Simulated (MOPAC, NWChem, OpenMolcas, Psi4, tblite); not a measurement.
InSiH3ClO (SMILES [SiH3][O][In][Cl]): the dipole moment, rung by rung

InSiH3ClO: 7 atoms, total charge 0, spin state doublet. As SMILES, `[SiH3][O][In][Cl]`. The shape is that of a PBE0-D4/def2-TZVP optimisation. This is one conformer, not always the lowest.

```xyz
7

Si    0.0166    1.1446    0.4608
O     0.2037   -0.4416    0.1145
In   -0.4376   -1.7233   -1.2706
Cl    0.3307   -3.9332   -1.0412
H     0.4962    2.0095   -0.6553
H     0.8037    1.4578    1.6819
H    -1.4134    1.4861    0.7099
```

Quantity: the dipole moment, in D. The values are calculated.

```tsv
level	kind	program	value (D)	CPU time
PM6	semi-empirical	MOPAC	3.18	under 2 s
IPEA1-xTB	semi-empirical	tblite	3.80	under 2 s
UHF/def2-SVP (core potential)	Hartree–Fock	NWChem	3.15	32 s
USVWN5/def2-SVP (core potential)	LDA	OpenMolcas	2.03	46 s
UBLYP/def2-SVP (core potential)	GGA	OpenMolcas	2.00	70 s
UM06-L/def2-SVP (core potential)	meta-GGA	OpenMolcas	2.54	78 s
UM06-2X/def2-SVP (density fitting, core potential)	hybrid meta-GGA	Psi4	2.63	10 s
UPBE0/def2-SVP (core potential)	global hybrid	OpenMolcas	2.51	54 s
U-wB97X/def2-SVP (core potential)	range-separated hybrid	NWChem	2.57	81 s
```

The values span 2.00 to 3.80 D. Magnitudes only. CPU times are rough (shared hosts, several kinds of processor): they show what a rung costs within a factor of a few.

The dipole is clearly substantial at every level, but its size depends on how each method distributes charge. Hartree–Fock gives 3.15 D, while LDA and BLYP fall to 2.03 and 2.00 D. The three hybrids lie between them, at 2.51 to 2.63 D. M06-L, at 2.54 D, joins the hybrids without any exact exchange, so exchange admixture alone does not order the series; the low LDA and BLYP values probably reflect too much charge flowing back from Cl and O to indium.

The polarity itself follows from electropositive indium bound to two electronegative atoms in a bent O–In–Cl unit, where the bond dipoles cannot cancel. Formally this is In(II), and its unpaired electron should occupy an s–p hybrid pointing away from the ligands, which would partly oppose the bond dipoles.

PM6 lies close to Hartree–Fock, but this is no evidence that either is accurate. Nor does the agreement among the hybrids fix the true moment, since they share a small basis without diffuse functions.
